**Landé and hyperfine factors of the lowest $4d^6$ levels of Pd⁴⁺: pure $LS$ terms against spin-orbit mixing**

The table holds $g$, $A/g_I$, $B/Q$ and the leading $LS$ weight of twelve levels from a Dirac-Coulomb-Breit CI calculation on exchange-only KLI orbitals, with Slater integrals scaled by 0.85 and no core polarisation. The program diagonalises the 210 determinants of $d^6$ with the run's $F^2$, $F^4$, $\zeta$ and $\langle r^{-3}\rangle$ and compares pure terms, weighted means of terms and fully mixed levels with the table. Mixing with its cross terms lowers the rms deviation from 275 to 72 MHz/barn in $B/Q$ and from 70 to 40 MHz in $A/g_I$, while weighted means alone do not help. The model fails for the $^3F_4$ and $^3H_4$ pair, whose characters it swaps, and for $A$ of $^3P_1$. Variants with other Slater scales and $\zeta$, a three-constant fit of $A$ and a one-scale fit of $B$ are printed as well.

Levels of Pd⁴⁺ computed with radial Dirac CI 1, a relativistic CI with a closed [Ar] 3d¹⁰ core, exchange-only KLI orbitals, Breit and model QED terms, valence Slater integrals scaled by 0.85 and a P86 correlation estimate for each configuration. The hyperfine factors A/g_I, with g_I = μ/(I μ_N), and B/Q are for point nuclear moments without core polarisation.

## The fit in Python

```python
# Table: Lande g, A/g_I (MHz), B/Q (MHz/barn), leading LS weight of the lowest 4d6 levels of Pd4+,
# radial Dirac CI 1 (Dirac-Coulomb-Breit CI on KLI orbitals, Slater integrals x0.85, no core polarisation).
# Tested: pure LS angular factors against a one-configuration d6 model with spin-orbit mixing.
T = {
    'level_configuration': ['4s2 4p6 4d6', '4s2 4p6 4d6', '4s2 4p6 4d6', '4s2 4p6 4d6', '4s2 4p6 4d6', '4s2 4p6 4d6', '4s2 4p6 4d6', '4s2 4p6 4d6', '4s2 4p6 4d6', '4s2 4p6 4d6', '4s2 4p6 4d6', '4s2 4p6 4d6'],
    'level_term': ['5D', '5D', '5D', '5D', '3P', '3F', '3H', '3H', '3F', '3F', '3H', '3P'],
    'level_j': ['4', '3', '2', '1', '2', '4', '6', '5', '3', '2', '4', '1'],
    'level_lande_g': [1.493, 1.496, 1.497, 1.498, 1.484, 1.085, 1.16, 1.079, 1.036, 0.6864, 0.9698, 1.458],
    'level_dipole_factor': [490.1, 345.9, 321.3, 291.4, 350.8, 700.9, 812.2, 777.6, 846.3, 1158, 826.5, 258.8],  # MHz
    'level_quadrupole_factor': [1256, 291.7, -265.3, -415.7, -158.2, 578.4, -690.7, 127.3, 475.0, 24.28, -179.9, 9.82],  # MHz/barn
    'ls_weight': [97, 98, 95, 96, None, None, 96, 72, None, None, 62, None],  # %
}
import numpy as np, itertools as it
from scipy import constants as c
from scipy.optimize import least_squares
from sympy.physics.wigner import wigner_3j as w3
F2, F4, zeta, r3 = 80631.4, 53277.2, 1785.58, 9.54666  # further outputs of the same run (cm-1; bohr^-3)
Er = np.array([0, 2034.84, 3004.5, 3732.28, 17026, 18539.4, 20081.4, 20263.8, 21098.6, 21703.7, 22131.3, 22776.1])  # same run, cm-1
P = lambda n: c.physical_constants[n][0]
gs = -P('electron g factor'); u = r3/P('Bohr radius')**3/c.h/1e6
a = 2*c.mu_0/(4*np.pi)*P('Bohr magneton')*P('nuclear magneton')*u; b = c.e**2/(4*np.pi*c.epsilon_0)*1e-28*u
J = [int(float(x)) for x in T['level_j']]; term = [str(x) for x in T['level_term']]; N = len(J)
g, A, B = (np.array(T[k], float) for k in ('level_lande_g', 'level_dipole_factor', 'level_quadrupole_factor'))
lab = [t+str(j) for t, j in zip(term, J)]; ix = lab.index; m = [2, 1, 0, -1, -2]
C = lambda k, q: np.array([[float((-1)**abs(x)*5*w3(2, k, 2, 0, 0, 0)*w3(2, k, 2, -x, q, y)) for y in m] for x in m])
lz = np.diag(m).astype(float); lp = np.array([[np.sqrt(6-y*(y+1)) if x == y+1 else 0. for y in m] for x in m])
sz = np.diag([.5, -.5]); sp = np.array([[0., 1], [0, 0]]); I2, I5 = np.eye(2), np.eye(5)
dets = [sum(1 << i for i in d) for d in it.combinations(range(10), 6)]; pos = {d: n for n, d in enumerate(dets)}
E = np.zeros((10, 10, 210, 210)); pc = lambda d, i: bin(d & ((1 << i)-1)).count('1')
for n, d in enumerate(dets):
    for p, q in it.product(range(10), repeat=2):
        e = d ^ (1 << q)
        if d >> q & 1 and not e >> p & 1: E[p, q, pos[e | 1 << p], n] = (-1)**(pc(d, q)+pc(e, p))
one = lambda o, s: np.tensordot(np.kron(o, s), E, 2)
Lz, Lp, Sz, Sp = one(lz, I2), one(lp, I2), one(I5, sz), one(I5, sp)
SO = one(lz, sz)+.5*(one(lp, sp.T)+one(lp.T, sp)); Q = one(C(2, 0), I2)
D = gs/2*(2*one(C(2, 0), sz)-np.sqrt(1.5)*(one(C(2, 1), sp.T)+one(C(2, 1).T, sp)))  # spin-dipolar, z part
V = sum(.5*F*X@X.T for k, F in ((2, F2), (4, F4)) for X in [one(C(k, q), I2) for q in range(-k, k+1)])
L2, S2 = Lp.T@Lp+Lz@Lz+Lz, Sp.T@Sp+Sz@Sz+Sz; JJ = (Lp+Sp).T@(Lp+Sp); M = np.rint(np.diag(Lz+Sz))
def states(j, s, z):  # levels of given J in the sector M = J
    k = np.where(M == j)[0]; n = len(k)-int((M == j+1).sum())
    w, v = np.linalg.eigh((s*V+z*zeta*SO+1e6*JJ)[np.ix_(k, k)]); U = np.zeros((210, n)); U[k] = v[:, :n]
    return w[:n], U
parts = lambda v, j: np.array([v@Lz@v/j, v@D@v/j, v@Sz@v/j, -2*v@Q@v])
gAB = lambda X: np.array([X[:, 0]+gs*X[:, 2], a*(X[:, 0]+X[:, 1]), b*X[:, 3]])
LS = {j: states(j, .85, 0)[1] for j in set(J)}
nm = {j: [str(round((4*v@S2@v+1)**.5))+'SPDFGHI'[round(((4*v@L2@v+1)**.5-1)/2)] for v in U.T] for j, U in LS.items()}
def run(s, z):
    S = {j: states(j, s, z) for j in set(J)}; r = [J[:i].count(J[i]) for i in range(N)]
    e = np.array([S[J[i]][0][r[i]] for i in range(N)]); v = [S[J[i]][1][:, r[i]] for i in range(N)]
    return e-e[0], v, np.array([parts(v[i], J[i]) for i in range(N)])
Em, vec, X = run(.85, 1); ic = gAB(X); lo = gAB(run(.85, .95)[2]); W = [(LS[J[i]].T@vec[i])**2 for i in range(N)]
ls = gAB(np.array([parts(LS[J[i]][:, nm[J[i]].index(term[i])], J[i]) for i in range(N)]))
av = gAB(np.array([W[i]@np.array([parts(v, J[i]) for v in LS[J[i]].T]) for i in range(N)]))
k3 = np.linalg.lstsq(X[:, :3], A, rcond=None)[0]; A3 = X[:, :3]@k3; orb = a*(gs-g)/(gs-1); kb = ic[2]@B/(ic[2]@ic[2])
print(f"a = {a:.1f} MHz, b = {b:.1f} MHz/barn; table rounding: g 0.0005, A and B 0.05 to 0.5 or less")
print("level | E run, E model (cm-1) | weight table % | model make-up % (same labels summed) | g table, pure LS, mixed")
for i in range(N):
    w = sorted({t: sum(x for x, y in zip(W[i], nm[J[i]]) if y == t) for t in nm[J[i]]}.items(), key=lambda x: -x[1])[:3]
    print(f"{lab[i]} | {Er[i]:.0f} {Em[i]:.0f} | {T['ls_weight'][i] or '-'} | "+' '.join(f"{t} {100*x:.1f}" for t, x in w)+f" | {g[i]:.4f} {ls[0][i]:.4f} {ic[0][i]:.4f}")
print("level | A: table, orbital from table g, rest, pure LS, weighted mean, mixed, 3-constant fit | B: table, pure LS, weighted mean, mixed, mixed zeta-5%")
for i in range(N): print(f"{lab[i]} | {A[i]:.0f} {orb[i]:.0f} {A[i]-orb[i]:+.0f} {ls[1][i]:.0f} {av[1][i]:.0f} {ic[1][i]:.0f} {A3[i]:.0f} | {B[i]:.0f} {ls[2][i]:.0f} {av[2][i]:.0f} {ic[2][i]:.0f} {lo[2][i]:.0f}")
def rep(n, y, e=None):
    o = [f"{s} {np.sqrt(np.mean((p-t)**2)):.{f}f} (worst {lab[np.argmax(abs(p-t))]} {(p-t)[np.argmax(abs(p-t))]:+.{f}f})" for s, p, t, f in zip('gAB', y, (g, A, B), (4, 0, 0))]
    print(f"rms, {n}: "+(f"E {np.sqrt(np.mean((e-Er)**2)):.0f} cm-1, " if e is not None else '')+', '.join(o))
rep('pure LS', ls); rep('weighted mean of terms', av)
f = least_squares(lambda p: run(*p)[0]-Er, [.85, 1.], diff_step=1e-4).x
for s, z, t in ((.85, 1, ''), (1, 1, ''), (.85, .95, ''), (f[0], f[1], ' (fitted to E)')):
    e, _, x = run(s, z); rep(f"mixed, F x{s:.3f}, zeta x{z:.3f}{t}", gAB(x), e)
print("A fit, constants over a: orbital %.3f, dipolar %.3f, spin %.3f" % tuple(k3/a)+f"; rms {np.sqrt(np.mean((A3-A)**2)):.1f} MHz, worst {lab[np.argmax(abs(A3-A))]} {np.max(abs(A3-A)):.1f}")
print(f"B one-scale fit: scale {kb:.3f}; rms {np.sqrt(np.mean((kb*ic[2]-B)**2)):.1f} MHz/barn")
sl = np.polyfit(g, A, 1)[0]; rc = np.corrcoef(g, A)[0, 1]; p4 = [ix('3F4'), ix('3H4')]
print(f"A against g: correlation {rc:.3f}, slope {sl:.0f} MHz, orbital-only slope {-a/(gs-1):.0f} MHz; A max/min {A.max()/A.min():.2f}")
print("5D B ratios to J=4, table:", np.round(B[:4]/B[0], 3), "pure LS:", np.round(ls[2][:4]/ls[2][0], 3), "mixed:", np.round(ic[2][:4]/ic[2][0], 3))
print("5D table minus pure LS, A (MHz):", np.round(A[:4]-ls[1][:4]), "in %:", np.round(100*(A[:4]/ls[1][:4]-1), 1), "g in %:", np.round(100*(g[:4]/ls[0][:4]-1), 2))
print(f"g(3F4)+g(3H4): table {g[p4].sum():.3f}, pure LS {ls[0][p4].sum():.3f}, mixed {ic[0][p4].sum():.3f}")
assert B[0] > B[1] > 0 > B[2] > B[3] and np.all(abs(g[:4]-(1+gs)/2) < 0.01)
assert rc < -0.9 and np.argmax(A) == np.argmin(g)
assert 0.8 < g[ix('3H4')] < g[ix('3F4')] < 1.25 and B[ix('3H6')] < 0 < B[ix('3H5')]
```

It prints:

```
a = 910.9 MHz, b = 2243.1 MHz/barn; table rounding: g 0.0005, A and B 0.05 to 0.5 or less
level | E run, E model (cm-1) | weight table % | model make-up % (same labels summed) | g table, pure LS, mixed
5D4 | 0 0 | 97 | 5D 97.5 3F 2.5 1G 0.0 | 1.4930 1.5012 1.4947
5D3 | 2035 2038 | 98 | 5D 98.8 3F 0.8 3D 0.4 | 1.4960 1.5012 1.4969
5D2 | 3004 3112 | 95 | 5D 96.9 3P 2.4 3D 0.6 | 1.4970 1.5012 1.4976
5D1 | 3732 3864 | 96 | 5D 96.9 3P 2.8 3D 0.3 | 1.4980 1.5012 1.4985
3P2 | 17026 19723 | - | 3P 92.4 3D 3.2 5D 2.7 | 1.4840 1.5012 1.4816
3F4 | 18539 18695 | - | 3H 47.4 3F 22.6 3G 18.9 | 1.0850 1.2506 0.9752
3H6 | 20081 18907 | 96 | 3H 95.7 1I 4.3 | 1.1600 1.1671 1.1599
3H5 | 20264 19363 | 72 | 3H 79.8 3G 20.2 | 1.0790 1.0334 1.0672
3F3 | 21099 22137 | - | 3F 75.5 3G 22.9 3D 0.8 | 1.0360 1.0835 1.0113
3F2 | 21704 23015 | - | 3F 95.7 1D 3.7 3P 0.4 | 0.6864 0.6659 0.6832
3H4 | 22131 22107 | 62 | 3F 52.3 3H 42.8 3G 3.3 | 0.9698 0.7995 1.0537
3P1 | 22776 25380 | - | 3P 90.7 3D 6.4 5D 2.9 | 1.4580 1.5012 1.4368
level | A: table, orbital from table g, rest, pure LS, weighted mean, mixed, 3-constant fit | B: table, pure LS, weighted mean, mixed, mixed zeta-5%
5D4 | 490 463 +27 521 525 509 504 | 1256 1282 1254 1266 1267
5D3 | 346 460 -114 390 395 373 338 | 292 320 317 312 312
5D2 | 321 459 -138 293 301 337 295 | -265 -275 -269 -275 -275
5D1 | 291 458 -167 227 234 308 260 | -416 -449 -433 -442 -443
3P2 | 351 471 -120 473 484 400 369 | -158 -94 -109 -178 -173
3F4 | 701 834 -133 703 871 774 734 | 578 207 -109 372 344
3H6 | 812 765 +47 824 828 817 820 | -691 -641 -668 -668 -666
3H5 | 778 839 -61 847 827 798 780 | 127 -577 -408 4 -18
3F3 | 846 878 -32 815 874 867 854 | 475 156 162 453 445
3F2 | 1158 1196 -38 1152 1139 1162 1155 | 24 142 101 11 22
3H4 | 826 938 -112 958 815 792 770 | -180 -566 -110 -133 -119
3P1 | 259 495 -236 370 423 350 300 | 10 47 26 10 11
rms, pure LS: g 0.0727 (worst 3H4 -0.1703), A 70 (worst 3H4 +131), B 275 (worst 3H5 -704)
rms, weighted mean of terms: g 0.0412 (worst 3F4 -0.1098), A 84 (worst 3F4 +170), B 270 (worst 3F4 -687)
rms, mixed, F x0.850, zeta x1.000: E 1262 cm-1, g 0.0412 (worst 3F4 -0.1098), A 40 (worst 3P1 +91), B 72 (worst 3F4 -206)
rms, mixed, F x1.000, zeta x1.000: E 3594 cm-1, g 0.0514 (worst 3F4 -0.1371), A 45 (worst 3F4 +96), B 110 (worst 3F4 -303)
rms, mixed, F x0.850, zeta x0.950: E 1208 cm-1, g 0.0439 (worst 3F4 -0.1177), A 41 (worst 3P1 +86), B 83 (worst 3F4 -234)
rms, mixed, F x0.826, zeta x0.876 (fitted to E): E 1064 cm-1, g 0.0472 (worst 3F4 -0.1266), A 43 (worst 3F4 +87), B 95 (worst 3F4 -265)
A fit, constants over a: orbital 0.994, dipolar 1.221, spin -0.027; rms 26.3 MHz, worst 3H4 56.3
B one-scale fit: scale 1.026; rms 71.3 MHz/barn
A against g: correlation -0.966, slope -1017 MHz, orbital-only slope -909 MHz; A max/min 4.47
5D B ratios to J=4, table: [ 1.     0.232 -0.211 -0.331] pure LS: [ 1.     0.25  -0.214 -0.35 ] mixed: [ 1.     0.246 -0.217 -0.349]
5D table minus pure LS, A (MHz): [-30. -44.  29.  64.] in %: [ -5.9 -11.4   9.8  28.1] g in %: [-0.54 -0.34 -0.28 -0.21]
g(3F4)+g(3H4): table 2.055, pure LS 2.050, mixed 2.029
```
